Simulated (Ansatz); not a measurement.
# Ligand exchange: C3H8AlCl + Zr(CH3)3(OH) → C3H9AlO + Zr(CH3)3Cl

Gas-phase species: C3H8AlCl `C[CH](C)[AlH][Cl]`, singlet; Zr(CH3)3(OH), singlet; C3H9AlO `C[CH](C)[AlH][OH]`, singlet; Zr(CH3)3Cl, singlet. The partners trade Cl for OH: Al–Cl and Zr–OH bonds give way to Al–OH and Zr–Cl.

Shapes, held fixed at every level: PBE0-D4/def2-TZVP. Flexible molecules stand in one conformer, not always the lowest. Programs: Ansatz 0.2.0. Electronic energies: no zero-point or thermal term.

| level | kind | ΔE (kJ/mol) |
| --- | --- | --- |
| HF/def2-SVP | Hartree–Fock | +3.7 |
| SPW92/def2-TZVPP | LDA | -5.0 |
| B3LYP-D4/def2-TZVPP | global hybrid | -8.1 |
| BHLYP-D4/def2-TZVPP | global hybrid | -8.6 |
| PBE0-D4/def2-TZVPP | global hybrid | -6.0 |
| B2PLYP/def2-TZVPP | double hybrid | -8.1 |
| MP2/def2-SVP | perturbation theory | +5.3 |
| MP2/def2-TZVPP | perturbation theory | -8.3 |

MP2/def2-TZVPP gives ΔE = -8.3 kJ/mol; the levels span -8.6 to +5.3. They disagree on the sign: 2 of 8 are positive. The median of the levels is -7.0. No measured value is set beside it here. For atoms past krypton def2 sets carry core potentials with scalar relativity. Outer-core shells of Zr are correlated, in sets that cover them unevenly.

The exchange is weakly downhill: every triple-zeta level places OH on aluminium and Cl on zirconium, with energies between -8.6 and -5.0 kJ/mol. Both positive values come from the double-zeta basis, and MP2 itself changes from +5.3 to -8.3 kJ/mol on going to the larger set. The disagreement in sign therefore doesn't amount to a conflict between density functionals and wavefunction theory; the smaller basis probably describes the polarised oxygen and chlorine lone pairs unevenly across the two metals.

The near balance reflects the chemistry of the two centres. Both are electron-poor, oxophilic Lewis acids that form strongly polar bonds to either ligand and can accept π donation, aluminium into its empty 3p orbital and d0 zirconium into its 4d shell. Much of the gain from the new Al–O bond is thus offset by the loss of Zr–O. The remaining preference suggests that the smaller, harder aluminium centre favours oxygen over chlorine slightly more than zirconium does. Bridged aggregates, common for such aluminium compounds, could easily outweigh so small a preference between monomers.
